**Question.** The table gives sixteen electric-dipole (E1) lines between n = 3 levels of neon-like gold from a relativistic CI calculation. Each line has an upper and a lower level, a wavelength λ, an Einstein coefficient A, and a branching fraction, which is the share of the upper level's decay that the line carries. A level label names the leading LS term: 3Po2 is a triplet P of odd parity with J = 2. Rows are counted from the top.

Relativistic CI calculation with radial Dirac CI 1 for Au69+ (closed 1s2 core), using exchange-only KLI orbitals optimised for each configuration, the zero-frequency Breit term and model QED. Wavelengths are in vacuum, and A is in length gauge at computed energies. Branching counts E1, M1, E2 and M2 decays within a truncated list of configurations up to n = 4.

```
     line upper       line lower  line type  line wavelength (nm)  line einstein a (s⁻¹)  line branching (%)
 2s 2p6 3p 3Po2    2s 2p6 3s 3S1         E1                1.7893              2.895e+12                 6.3
 2s2 2p5 3p 3P2  2s2 2p5 3s 3Po2         E1                1.7774              1.652e+12                35.8
  2s 2p6 3d 3D1   2s 2p6 3p 3Po0         E1                1.7753              1.568e+12                 3.8
2s2 2p5 3d 3Po1   2s2 2p5 3p 3D2         E1                1.7711              3.559e+11                 0.2
2s2 2p5 3d 3Fo3   2s2 2p5 3p 3D2         E1                1.7710              2.315e+12                99.6
2s2 2p5 3d 3Po1   2s2 2p5 3p 3P1         E1                1.7674              1.935e+12                 1.3
  2s 2p6 3d 3D2   2s 2p6 3p 3Po1         E1                1.7583              2.234e+12                 4.2
2s2 2p5 3d 3Fo2   2s2 2p5 3p 3D1         E1                1.7548              2.367e+12                96.8
2s2 2p5 3d 3Do2   2s2 2p5 3p 3D2         E1                1.7478              1.219e+12                50.3
2s2 2p5 3d 3Do2   2s2 2p5 3p 3P1         E1                1.7442              1.197e+12                49.3
 2s2 2p5 3p 1S0  2s2 2p5 3s 1Po1         E1                1.6503              4.265e+12                 100
2s2 2p5 3d 1Do2   2s2 2p5 3p 3D2         E1                1.5085              1.814e+09                 0.4
2s2 2p5 3d 1Do2   2s2 2p5 3p 3P1         E1                1.5059              2.416e+08                 0.1
2s2 2p5 3d 3Do3   2s2 2p5 3p 3D2         E1                1.4888              1.481e+08                 0.1
2s2 2p5 3d 1Po1   2s2 2p5 3p 3D2         E1                1.4350              9.404e+09                   0
2s2 2p5 3d 1Po1   2s2 2p5 3p 3P1         E1                1.4326              5.796e+10                   0
```

(a) Explain the course of A down the table. (b) Estimate A for rows 9 and 12 from row 5, given that the upper level of row 12 holds a weight of 1.11×10⁻³ of other jj couplings within its configuration. (c) Account for rows 13 and 14 and for the misfits among rows 1 to 11. (d) Why does the branching not follow A? (e) What changes at lower nuclear charge?

**Model answer**

The LS labels cannot be used as quantum numbers here. Further output of the same calculation gives the two levels of row 14 LS purities of only 0.71 and 0.50, whereas all levels of the table with a 2p3/2 hole exceed 0.98 in jj coupling. The jj labels of the levels with a 2s hole and of 3Fo2 are inferred from J and wavelength.

(a) With ω = 2πc/λ and g = 2J + 1 for the upper level, the line strength in atomic units is S = 3gAc²/(4αω³a₀²). At fixed S/g the factor ω³ would raise A by a factor of 1.95 from row 1 to row 16, yet the largest A of rows 12 to 16 lies a factor 6.1 below the smallest of rows 1 to 11. The drop sits in S.

In jj coupling an outer electron jumps from j to j′ while the hole, of angular momentum jc, looks on. Recoupling gives S/g = f·⟨j‖C¹‖j′⟩²R²/(2j + 1), with the share f = (2j + 1)(2J′ + 1){j J jc; J′ j′ 1}² and R the radial dipole integral. Rows 3 to 10 are 3d3/2 → 3p1/2 and rows 1, 2 and 11 are 3p3/2 → 3s. In both families the reduced element squared is 4/3, so S/g = fR²/3. The share is 1 in rows 1, 5, 7, 8 and 11, 5/6 in row 6, 2/3 in row 3, 1/2 in rows 2, 9 and 10, and 1/6 in row 4. Taking R² in each family as the geometric mean of S over its angular factor gives 0.0188 and 0.0268 bohr², and the eleven strengths scatter about the model by an rms factor of 1.044. Pure LS factors, fitted the same way, leave 2.04. Row 11 has the largest A because it joins full share, the larger R and the highest energy of the strong group.

Rows 12 to 16 are 3d5/2 → 3p1/2. A rank-1 operator cannot change j by 2, so f vanishes and these lines live on admixtures. They stand at short wavelength because 3d5/2 lies above 3d3/2: pairs with a common lower level differ by 112.5, 132.7 and 164.0 eV for J = 2, 3 and 1. A Dirac-hydrogenic ion with unfitted charge 79 − 9 = 70 gives 112.5 eV. The match at J = 2 is chance, since electrostatic shifts that depend on J spread the three gaps over 50 eV.

(b) Row 5 has f = 1 and row 9 has f = 1/2, so A₉ = ½ × 2.315×10¹² × (1.7710/1.7478)³ = ½ × 2.315×10¹² × 1.040 = 1.204×10¹² s⁻¹. This is 1.2 % below the tabulated 1.219×10¹², and row 9 did not enter the estimate. Row 12 borrows from the same jump. By the purities in the further output, its upper level holds w = 1.11×10⁻³ of other jj couplings within its configuration, so at most this much of it is 3d3/2. Then A₁₂ ≈ 1.11×10⁻³ × ½ × 2.315×10¹² × (1.7710/1.5085)³ = 2.1×10⁹ s⁻¹, which is 15 % above the tabulated 1.814×10⁹, on the side that an upper bound allows.

Borrowed strength must be missing from the lender. Summed over the two lower levels, S/g for J = 1 is 0.006248 in rows 4 and 6 and 0.000098 in rows 15 and 16, together 0.006346, against 0.006347 for J = 3 and 0.006351 for J = 2. Rounding affects S by up to 0.05 %. The deficit of the strong J = 1 pair is thus restored by the weak pair. The sum follows from unitary mixing, so it identifies the lender and says nothing about the accuracy of the mixing.

(c) Row 14 conserves spin by its labels, and pure LS coupling predicts about 1500 times the strength found with the LS-fitted R², and about 880 times with the R² of row 5. In jj terms its upper level holds only about 2×10⁻⁵ of other couplings, a weight known to ±1×10⁻⁵, and its strength is 3.8×10⁻⁵ of the pure 3d3/2 → 3p1/2 line between the same J values. Only the order of magnitude can be compared.

Rows 12 and 13 share an upper level, and the jump they borrow from has the same f in both, yet their ratios to the pure line are 9.7×10⁻⁴ and 1.3×10⁻⁴. The lower level of row 13 has up to 4.1×10⁻⁴ of other couplings, and a 3p3/2 part opens the allowed jump from 3d5/2. Subtracting or adding the two amplitudes at full weight gives 7×10⁻⁵ or 3×10⁻³. Partial cancellation therefore fits, though the signs are not known and the cause remains argued. Row 15 falls outside such a band, at 1.3×10⁻² against 1.8 to 1.9×10⁻²: the leading LS weight of its upper level in the further output is consistent with nearly all of the admixed 1.83×10⁻² being 3d3/2 with the same hole, so interference from other configurations is the remaining guess. Neglected orbital overlaps and missing correlation act on amplitudes of this size, so rows 12 to 16 deserve less trust than their four figures suggest.

Among the strong lines the ratios of S to the fit are worst in row 1 (0.918), row 4 (0.937), row 11 (1.061), row 7 (0.959) and row 3 (1.039). Row 4 takes 0.156 of its pair with row 6 where theory gives 1/6. A 3s admixture of weight 1.4×10⁻⁴ would shift the share so without changing the sum at first order, and the level has 1.9×10⁻⁴ outside its configuration. This is one candidate only: a 2s 2p6 3p admixture reaches the same lower levels by a 2p → 2s jump and draws on the same weight. For rows 9 and 10 the need, 2.6×10⁻⁵, slightly exceeds the 2×10⁻⁵ of the upper level, but the two lower levels hold 9×10⁻⁵ and 1.8×10⁻⁴ outside their configuration and are the likelier source. Rows 1, 3 and 7 have a 2s hole. In the further output the lower levels of rows 1 and 7 are only 98 % and 99 % pure, each paired with a nearby J = 1 level of a 2p1/2 hole (3p 3P1 at 98 %, 3d 3Do1 at 99 %), while the lower level of row 3 is fully pure at that precision. The upper level reaches the admixed part by a 2p → 2s jump whose radial integral is about 0.4 of the 3p → 3s one, so an amplitude √0.02 ≈ 0.14 interferes at the level of 10 %. This matches the size and the order of the deficits in rows 1 and 7; the weights alone do not give the sign. Row 11 lies high partly because row 1 pulls down the mean of a family of three; its excess over row 2 (1.027) is left unexplained. A single screened charge does not link the families: Z = 71.2, fixed by R² of row 5 with Dirac-hydrogenic orbitals, predicts an R² ratio of 1.54, while rows 1, 2 and 11 give 1.29, 1.44 and 1.49, the first lowered by the mixing just described.

(d) Branching is A divided by the total decay rate inside the truncated configuration list, so it reports on the competing channels. Two-photon decay is not counted, and lower levels outside the list can be missing, so real totals may be larger. The lifetimes in the further output give totals of 1.4×10¹⁴ and 3.7×10¹⁵ s⁻¹ for the odd J = 1 levels of rows 4, 6 and 15, 16; selection rules point to E1 decay to the J = 0 ground level. Levels with a 2s hole (4 to 5×10¹³ s⁻¹, from A over branching) can fill it by a 2p → 2s jump of higher energy; 2s 2p6 3p 3Po0, which cannot reach the ground level by one photon, has the same total rate in the further output, 4.3×10¹³ s⁻¹. The upper levels of rows 5, 8, 11 and of the pair 9, 10 have neither outlet and send 96.8 % or more into these lines. For the 7.8×10¹⁰ s⁻¹ missing in row 8, the M1 jump of the 2p1/2 hole to 2p3/2 is a likely main channel. The 3s J = 0 level with the same hole has a similar total, 7.9×10¹⁰ s⁻¹, but the likeness of the totals does not isolate this jump: only 74 % of that decay is the M1 jump, about 5.9×10¹⁰ s⁻¹, and 25 % is E1 decay to 3p 3P1. If the outer electron leaves the hole's rate unchanged, the jump covers about three quarters of what is missing in row 8. The rest is not identified here, though M2 decay to the ground level has the right parity and rank. In row 2 the jj partner to 3s J = 1 takes a modelled 34 %, leaving about 30 %, for which E2 decay to the ground level has the right parity and rank. The 3d5/2 level of row 14 (J = 3) should go mainly to 3p3/2. The J = 2 level of rows 12 and 13 has the same jump open at nearly the same energy, yet its total rate is 4.42×10¹¹ against 2.40×10¹¹ s⁻¹, so about half of its decay goes elsewhere; M2 decay to the ground level has the right parity and rank.

(e) Fine structure scales roughly as Z⁴ and electrostatic splitting as Z, so the mixing amplitude grows about as Z⁻³ towards lighter neon-like ions. The 3d5/2 → 3p1/2 lines then gain relative strength, the two wavelength groups close up, and the coupling moves towards LS, although the much larger fine structure of the 2p hole keeps the spin rule approximate. In the sodium-like ion there is no hole, J equals j, and the line is strictly E1-forbidden.

**Remarks on the reasoning**

Calling the last rows intercombination lines sorts fifteen of sixteen rows correctly by label and earns partial credit, but it fails on row 14 and on the strengths of the allowed lines. Agreement of A over branching with the inverse lifetime is bookkeeping within one run, and it breaks down through rounding where the branching is 0.1 or 0.2 %. The near equality of the wavelengths of the two strong families is only half explained by their being j = 1/2 to 3/2 intervals: the hydrogenic gap is 388 eV at Z = 70 and 666 eV at Z = 79, both below the 693 to 751 eV found, so unequal screening of the two orbitals must contribute. The working rule for such an ion is to convert A to S/g, assign j to the jumping electron, and trust a line with Δj = 2 only as far as the small mixing weights behind it.
